Q: Here atoms are pushed along one vibration of a nitride crystal, further and further. A push and its reverse give the same crystal, only turned in space. Shouldn't every property then start with the square of the push?

Cubic Al3GaN4 (P-43m, 8 atoms in the cell, a = 4.407 Å) is displaced along one vibrational mode in Ansatz 0.2.0, with PBEsol, plane-wave PAW, scalar-relativistic and without spin polarisation. The cutoff is 420 eV, the k mesh 6×6×6 and the Gaussian smearing 0.05 eV. Energies are free energies relative to the undisturbed cell, and pressure is positive in compression.

```
amplitude (Å of the largest displacement)  energy change (meV a cell)  force along mode (eV/Å)  pressure (GPa)  gap on mesh (eV)
                                     -0.3                       883.5                    5.736           -0.48             2.781
                                    -0.15                       225.4                    2.984           -0.11             3.112
                                        0                         0.0                    0.000            0.03             3.321
                                   0.0375                        14.2                   -0.756            0.02             3.282
                                    0.075                        56.7                   -1.508           -0.01             3.233
                                   0.1125                       127.2                   -2.252           -0.05             3.176
                                   0.1875                       350.9                   -3.701           -0.18             3.039
                                    0.225                       502.8                   -4.400           -0.27             2.959
                                   0.2625                       680.6                   -5.079           -0.37             2.873
```

A: For quantities without a direction, such as the energy and the gap, that is the right pattern to test. The amplitude is the displacement of the atom that moves most, an aluminium atom. It moves along y, gallium moves 0.83 times as far the opposite way, and the nitrogen atoms move obliquely, about half as far. The net shift of the metal atoms against the nitrogen atoms is only about a tenth of the amplitude. As reversal changes nothing but the orientation, you may read the two negative amplitudes as positive ones and order the rows by size. Then ask what a doubling of the amplitude does: a quantity that goes with the square grows fourfold.

Q: The energy change goes from 14.2 to 56.7 meV when the amplitude doubles from 0.0375 to 0.075 Å. That is a factor of 3.99. From 0.15 to 0.3 Å it is still 3.92.

A: So no row breaks the pattern in the energy. There is only a slow drift: energy divided by squared amplitude falls by 2.7 % (2.8 % with the rounded energies of the table) between the smallest and the largest amplitude. The crystal behaves almost as a perfect spring that softens slightly. The pressure follows the square as well: with unrounded values its fall grows 3.8-fold from 0.15 to 0.3 Å. Now treat the gap in the same way.

Q: I take its fall at the largest amplitude, 0.540 eV, and scale it with the square down to the smallest, which is eight times smaller:

0.540 eV × (0.0375/0.3)² = 0.540 eV / 64 ≈ 0.008 eV

The calculation gives 0.039 eV, almost five times as much.

A: That is far beyond rounding. Your law has a single constant, set by the row at 0.3 Å, so its agreement there means nothing. At every amplitude in between, the gap has fallen further than the law allows, by up to 0.074 eV.

Q: Then which row is the odd one? They all seem to be.

A: The undisturbed crystal. A smooth curve with equal sides would be flat there. Instead the fall per ångström is still 1.04 eV/Å at the smallest step and heads for about 0.9 eV/Å, not for zero. By symmetry the other side mirrors this, so the slope jumps by nearly 2 eV/Å across zero. On the scale of these steps the gap has a kink, and the undisturbed row sits on its tip.

Q: How can a symmetric quantity have a kink, if nothing sudden happens to the atoms?

A: Because the gap runs from the highest filled level to the lowest empty one, and which level is highest or lowest can change. Take the filled side first. In cubic nitrides of this kind the top of the filled bands is usually a set of three equal levels, built from nitrogen p states along x, y and z. Picture an atom with four neighbours at the corners of a tetrahedron, pushed along y. The two neighbours ahead lie along one diagonal of the xz plane, the two behind along the other. The push makes the two diagonals unequal, so a p state along one rises and a p state along the other sinks. Push the other way and they exchange roles.

Q: Can that be put into a formula?

A: Call the amplitude u and the strength of the coupling g. To first order the three levels are

E₀ + g·u,  E₀,  E₀ − g·u

Each is a straight line through zero, with nothing sudden about it. But the highest of the three is always E₀ + |g·u|, which has a kink. If the lower edge of the empty bands has no such first-order shift, the gap falls by |g·u|.

Hydrogen in an electric field is the simpler relative. Its ground state has no partner of equal energy and shifts with the square of the field, while the second shell, where s and p states coincide, splits linearly. The likeness ends with the source of the coupling: there it is an applied field that mixes s with p, here a displacement that mixes p states with each other.

Q: Then why does the energy show no kink? It contains the same levels.

A: It contains all three of them, and all three are filled. Their first-order shifts, up, zero and down, add to nothing. What remains in the total energy starts with the square. The gap looks at one level of the set and misses the cancellation.

Q: Do the numbers prove this splitting?

A: They show the kink; the splitting is argued from symmetry. A related sign comes from the stress in the same runs. The shear stress in the xz plane, which also tells one diagonal from the other, changes sign with the push and starts out nearly proportional to it, at 8.3 GPa/Å. So symmetry does allow a first-order response of this shape, though the stress doesn't measure the levels at the band edge. Whether the filled edge makes the kink, alone or at all, remains untested. Cubic aluminium nitride has three equal valleys at the bottom of its empty bands, and in this aluminium-rich cell they are expected to fold onto the zone centre, where a push of gallium against aluminium could split them in first order too. The gap is read on a mesh that contains the zone centre, so both candidate edges are expected to lie on it, but the runs don't say which states they are.

Q: The gap isn't quite linear either. Its fall per ångström grows from 1.04 to 1.80 eV/Å.

A: There the three-level formula fails, as it keeps only the first order. The push also mixes the band edges with levels further away, and such shifts grow with the square. The linear part rules at small amplitude and the square gains weight later. Very close to zero, spin–orbit coupling, which this calculation leaves out, would also change the shape, because it partly splits the three levels before any push.

Q: And the slight softening of the spring?

A: The forces on the atoms show where it sits. Gallium's part of the restoring force, per ångström of amplitude, falls by 11 % over the scan, while that of the most-moved aluminium falls by less than 3 %. The other six atoms together stiffen by over 6 %, a sum that hides two opposite changes on nitrogen: its force along y, per ångström, falls by about a third, while its sideways force rises by about 30 %. So the softening belongs to gallium together with its nitrogen neighbours. By the displacement pattern, two of gallium's bonds are about 6 % longer at 0.3 Å, against about 2 % for the most-moved aluminium; that these long bonds grow weak is the likely reason.

Q: How would I guess the outcome for another crystal?

A: Ask two questions: are there equal levels at the band edge, and may the push couple them in first order? In rock salt each atom is a centre of inversion. Three equal p-like levels at the zone centre then share one parity, and a push of one sublattice against the other can't split them in first order. If they form the edge, the gap starts with the square.

Q: What should I carry away, the values or the mechanism?

A: A first-order shift of a band edge means that this kind of vibration can scatter the carriers there directly; if the edge is the filled one, those are holes. The usual alloy is disordered and hexagonal, and PBEsol makes nitride gaps too small, so the mechanism is what you should take from this ordered cubic cell, not the values. The printed output below lists the ratios and the quadratic law row by row.

Printed output of the fit:

```
Energy and force and gap (ratios in the row 0 are undefined and print as 0):
     row  'energy/amplitude^2 (eV/A^2)'  'force/amplitude (eV/A^2)'  'gap fall (eV)'  'gap fall/amplitude (eV/A)'  'quadratic-law gap fall (eV)'
    -0.3                          9.817                       19.12             0.54                          1.8                           0.54
   -0.15                          10.02                       19.89            0.209                        1.393                          0.135
     0.0                              0                           0                0                            0                              0
  0.0375                           10.1                       20.16            0.039                         1.04                       0.008438
   0.075                          10.08                       20.11            0.088                        1.173                        0.03375
  0.1125                          10.05                       20.02            0.145                        1.289                        0.07594
  0.1875                          9.981                       19.74            0.282                        1.504                         0.2109
   0.225                          9.932                       19.56            0.362                        1.609                         0.3038
  0.2625                          9.877                       19.35            0.448                        1.707                         0.4134
Parts of force/amplitude and shear (row 0 undefined and printed as 0):
     row  'Ga part (eV/A^2)'  'most-moved Al part (eV/A^2)'  'other six atoms (eV/A^2)'  'xz shear/amplitude (GPa/A)'
    -0.3               9.303                          5.662                       4.156                         6.376
   -0.15               10.15                          5.777                       3.965                         7.811
     0.0                   0                              0                           0                             0
  0.0375               10.45                          5.813                       3.899                         8.295
   0.075               10.39                          5.807                       3.914                         8.198
  0.1125               10.29                          5.795                       3.937                         8.036
  0.1875               9.981                          5.755                       4.002                         7.528
   0.225               9.781                          5.728                       4.046                          7.19
  0.2625               9.554                          5.697                       4.098                         6.804
Fall of energy/amplitude^2 from 0.0375 to 0.3 A in per cent: 2.784
Fall of force/amplitude from 0.0375 to 0.3 A in per cent: 5.159
Fall of the Ga part over the same range in per cent: 10.96
Fall of the most-moved Al part over the same range in per cent: 2.609
Energy ratio on doubling 0.15 to 0.3 A: 3.92
Pressure-change ratio on doubling 0.15 to 0.3 A: 3.643
Shear ratio on doubling 0.15 to 0.3 A: 1.632
Gap-fall ratio on doubling 0.15 to 0.3 A: 2.584
Gap-fall ratio on doubling 0.075 to 0.15 A: 2.375
Gap-fall ratio on doubling 0.0375 to 0.075 A: 2.256
Energy ratio on doubling 0.0375 to 0.075 A: 3.993
Gap fall at 0.0375 A over that of the quadratic law: 4.622
Largest excess of the gap fall over the quadratic law in eV: 0.074
```
